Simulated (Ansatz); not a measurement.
Rh: the change of energy above lowest point with volume scale

Free energy against uniform scaling of the volume at fixed shape and fractions; periodic cell, basis, potentials, k mesh and filling as listed. The results are calculated, by Ansatz 0.2.0.

The cell before it is scaled or strained (space group P6_3/mmc, No. 194):
```
Rh
1.0
      2.6917     0.0000     0.0000
     -1.3459     2.3311     0.0000
      0.0000     0.0000     8.7981
Rh
4
Direct
  0.00000 0.00000 0.00000
  0.33333 0.66667 0.25000
  0.00000 0.00000 0.50000
  0.66667 0.33333 0.75000
```

Settings of every row: functional PBEsol; dispersion none; potentials PAW; wave cutoff 435.38 eV; density cutoff 1741.5 eV; k mesh 10x10x3; k shift 0x0x0; occupations fermi dirac; smearing width 0.1 eV; spin none.

Limits: coarse k mesh, up to 40 meV an atom off; the cell comes from a prototype or a list of computed structures and needn't be the stable phase.

| row | volume scale | V (Å³/atom) | energy above lowest point (meV/atom) |
| --- | --- | --- | --- |
| 1 | 0.92 | 12.697 | 53.4 |
| 2 | 0.9467 | 13.066 | 15.4 |
| 3 | 0.9733 | 13.433 | 0 |
| 4 | 1 | 13.801 | ? |
| 5 | 1.0267 | 14.17 | 23.9 |
| 6 | 1.0533 | 14.537 | 57.7 |
| 7 | 1.08 | 14.905 | 103 |

Question: what energy above lowest point should row 4 give?

Worked fit of energy above lowest point. Take u = (V_r/V)^(2/3) − 1 with V_r = 13.802 Å³ an atom, which is twice the finite (Eulerian) strain; such expansions in the strain, on which the Birch-Murnaghan equation of state is built, carry the rest volume and the bulk modulus. The shown rows have u = 0.05721, 0.03721, 0.01823, -0.01739, -0.034, -0.04996. Least squares give energy above lowest point = 3.86 − 697.7 × u + 26496 × u² + 14680 × u³ meV/atom; a parabola predicts inner rows, each left out in turn, worse (root mean square 0.79 against 0.1 meV/atom). The rows lie off it by 0.0, 0.1, 0.0, 0.0, 0.1, 0.0. Its lowest point lies at u = 0.0130, or V = 13.54 Å³ an atom, and the curvature there gives the bulk modulus at fixed shape and fractions, B = (4/9)(1 + u)² E″(u)/V = 292 GPa. Letting shape and atoms relax would as a rule lower it, by much in layered, chain or molecular crystals. The withheld row has u = 5e-05, so the fit gives 3.86 − 697.7 × (5e-05) + 26496 × (5e-05)² + 14680 × (5e-05)³ = 3.8 meV/atom.

The calculation gave 3.8 meV/atom. The fit meets it to the printed digit.
